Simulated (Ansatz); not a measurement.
## How methods differ on C2H4GaN (SMILES N=C=[CH][GaH2])

The species is C2H4GaN (8 atoms), meant as a singlet with charge 0. As SMILES, `N=C=[CH][GaH2]`. The coordinates come from a PBE0-D4/def2-TZVP relaxation.

Each level gives the electronic atomisation energy (eV). The values are calculated. Electronic energies at fixed atoms, without zero-point motion or spin-orbit coupling.

```tsv
level	kind	program	value (eV)	CPU time (all runs)
PBE/def2-SVP	GGA	Ansatz	30.75	10 s
revPBE/def2-SVP	GGA	Ansatz	29.59	9.8 s
r2SCAN/def2-SVP	meta-GGA	Ansatz	29.97	27 s
BHLYP/def2-SVP	global hybrid	Ansatz	28.53	12 s
wB97X/def2-SVP	range-separated hybrid	Ansatz	29.76	39 s
B2PLYP/def2-SVP	double hybrid	Ansatz	29.25	16 s
RPA@PBE0/def2-SVP	RPA	Ansatz	27.26	21 s
MP2/def2-SVP	perturbation theory	Ansatz	28.50	4.8 s
CCSD/def2-SVP	coupled cluster or CI	Ansatz	27.50	26 s
```

All-electron rows without a relativistic Hamiltonian named are non-relativistic. Correlated wave functions underbind in double-zeta sets. The values span 27.26 to 30.75 eV. In the correlated wave-function rows the outer d shell of Ga is correlated, in sets not made for it. In so small a basis fixed costs decide the times, and correlated methods can beat functionals. Times are those of the runs behind each value, whatever else they computed, on shared processors of several kinds: orders of magnitude only.

PBE binds the molecule most strongly, at 30.75 eV, and RPA most weakly, at 27.26 eV. Atomisation is a severe test because it breaks the cumulated N=C=C π system as well as the σ framework, leaving open-shell atoms whose exchange and correlation differ greatly from those of the molecule. PBE typically overbinds such systems, while revPBE's stronger gradient enhancement of exchange favours the separated atoms and lowers the result to 29.59 eV. Exact exchange alone does not order the functionals: BHLYP falls to 28.53 eV, but wB97X, at 29.76 eV, remains above revPBE. MP2 exceeds CCSD by treating electron pairs without their mutual coupling, which probably exaggerates the correlation gained in the π bonds. CCSD in turn lacks connected triple excitations, which usually strengthen multiple bonds, so its lower value is not a benchmark for the functionals. Nor does the spread measure uncertainty in the Ga–C bond strength, since the total combines all the bonds and much of the error could cancel in a single cleavage.
